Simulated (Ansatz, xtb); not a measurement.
# A ladder of methods for AlNH2F (SMILES [NH2][Al][F])

AlNH2F: 5 atoms, total charge 0, spin state doublet. As SMILES, `[NH2][Al][F]`. Geometry: relaxed at PBE0-D4/def2-TZVP. This is one conformer, not always the lowest.

Each level gives the vertical energy of the quartet above the doublet (eV). The values are calculated.

```csv
level,kind,program,value (eV)
GFN2-xTB,semi-empirical,xtb,7.98
GFN0-xTB,semi-empirical,xtb,6.85
GFN1-xTB,semi-empirical,xtb,8.82
UHF/STO-3G,Hartree–Fock,Ansatz,6.90
USVWN5/STO-3G,LDA,Ansatz,7.33
U-revPBE/STO-3G,GGA,Ansatz,?
UBLYP/STO-3G,GGA,Ansatz,7.24
UPBE/STO-3G,GGA,Ansatz,?
U-r2SCAN/STO-3G,meta-GGA,Ansatz,7.16
U-r2SCAN0/STO-3G,hybrid meta-GGA,Ansatz,7.41
```

Estimate the missing values from the other rows.

As computed at these levels: U-revPBE/STO-3G: 7.08 eV; UPBE/STO-3G: 7.13 eV. The values span 6.85 to 8.82 eV. The xTB rows lack spin polarisation, so open shells miss the exchange term that lowers them. All rows use very small basis sets, so even the best lies far from the true value.

Every level places the quartet well above the doublet, as expected for a radical with a single unpaired electron on formally divalent aluminium. That electron sits largely in an Al 3s/3p hybrid pointing away from the ligands. Reaching the quartet means breaking an electron pair and promoting one electron into an empty, mainly Al 3p-like orbital. The pair most probably comes from the nitrogen lone pair, since fluorine holds its electrons more tightly. The exchange gained by three parallel spins is too small to repay this cost, particularly when they are spread over different atoms.

Exact exchange alone does not order the results: the gap rises from 7.16 eV with r2SCAN to 7.41 eV with r2SCAN0, yet Hartree–Fock gives only 6.90 eV, probably because it omits the opposite-spin correlation that favours the more fully paired doublet. The semi-empirical values bracket all the others, with GFN0-xTB lowest and GFN1-xTB highest. Being vertical, the gap does not show whether the quartet would remain bound once its geometry relaxed.
